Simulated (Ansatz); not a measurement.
BiTe: the change of energy less free atoms and pressure with volume per atom

All results are calculated (Ansatz 0.2.0). Periodic Kohn-Sham DFT of a crystal at fixed atoms; pressure and stress are positive in compression; the energy is the free energy less that of spherical unpolarised free atoms; site moments are those in the method's own spheres, positive along +z.

Cell of the first row (space group Fm-3m, No. 225):
```
cell vectors (Å)
   0.0000     3.1690     3.1690
   3.1690     0.0000     3.1690
   3.1690     3.1690     0.0000
atoms (fractions of the cell vectors)
Bi  0.00000  0.00000  0.00000
Te  0.50000  0.50000  0.50000
```

Settings of every row: method all-electron LAPW; functional LDA; relativity scalar; k mesh 10x10x10; filling fermi-dirac; smearing width 0.08 eV; basis error target 0.5 meV/atom; nucleus gaussian.

Atom start moment: 0 on all atoms.

Limits: no spin-orbit coupling on heavy atoms.

```
row  volume per atom (Å³)  energy less free atoms (eV/atom)  pressure (GPa)
  1                31.824                           -4.2612           0.393
  2                32.501                           -4.2603          -0.788
  3                33.178                           -4.2547          -1.838
  4                33.516                           -4.2503          -2.319
  5                33.855                           -4.2449          -2.772
  6                34.194                           -4.2386          -3.199
  7                34.532                                 ?               ?
  8                35.209                           -4.2146          -4.336
  9                35.886                           -4.1949          -4.987
```

Question: what energy less free atoms and pressure should row 7 give?

Worked fit of energy less free atoms. Take u = (V_r/V)^(2/3) − 1 with V_r = 33.685 Å³ an atom, which is twice the finite (Eulerian) strain; such expansions in the strain, on which the Birch-Murnaghan equation of state is built, carry the rest volume and the bulk modulus. The shown rows have u = 0.03861, 0.02414, 0.01016, 0.00336, -0.00335, -0.00995, -0.02907, -0.04132. Least squares give energy less free atoms = −4.24773 − 0.8041 × u + 11.645 × u² + 3.8 × u³ eV/atom; a parabola predicts inner rows, each left out in turn, worse (root mean square 5.9e-05 against 1.5e-05 eV/atom). All shown rows lie on it to the printed digit. Its lowest point lies at u = 0.0340, or V = 32.04 Å³ an atom, and the curvature there gives the bulk modulus at fixed shape and fractions, B = (4/9)(1 + u)² E″(u)/V = 57.2 GPa. The withheld row has u = -0.01642, so the fit gives −4.24773 − 0.8041 × (-0.01642) + 11.645 × (-0.01642)² + 3.8 × (-0.01642)³ = -4.2314 eV/atom.

The calculation gave -4.2314 eV/atom. The fit meets it to the printed digit.

Worked fit of pressure. Take u = (V_r/V)^(2/3) − 1 with V_r = 33.685 Å³ an atom, which is twice the finite (Eulerian) strain; such expansions in the strain, on which the Birch-Murnaghan equation of state is built, carry the rest volume and the bulk modulus. The shown rows have u = 0.03861, 0.02414, 0.01016, 0.00336, -0.00335, -0.00995, -0.02907, -0.04132. Least squares give pressure = −2.5478 + 67.609 × u + 214.87 × u² + 176 × u³ GPa; a parabola predicts inner rows, each left out in turn, worse (root mean square 0.0027 against 0.00061 GPa). The rows lie off it by 0.000, 0.000, 0.001, -0.001, 0.000, 0.000, 0.000, 0.000. The pressure vanishes at u = 0.0339, or V = 32.04 Å³ an atom, and there the bulk modulus at fixed shape and fractions is B = −V dP/dV = (2/3)(1 + u) dP/du = 57.1 GPa. The withheld row has u = -0.01642, so the fit gives −2.5478 + 67.609 × (-0.01642) + 214.87 × (-0.01642)² + 176 × (-0.01642)³ = -3.601 GPa.

The calculation gave -3.601 GPa. The fit meets it to the printed digit.
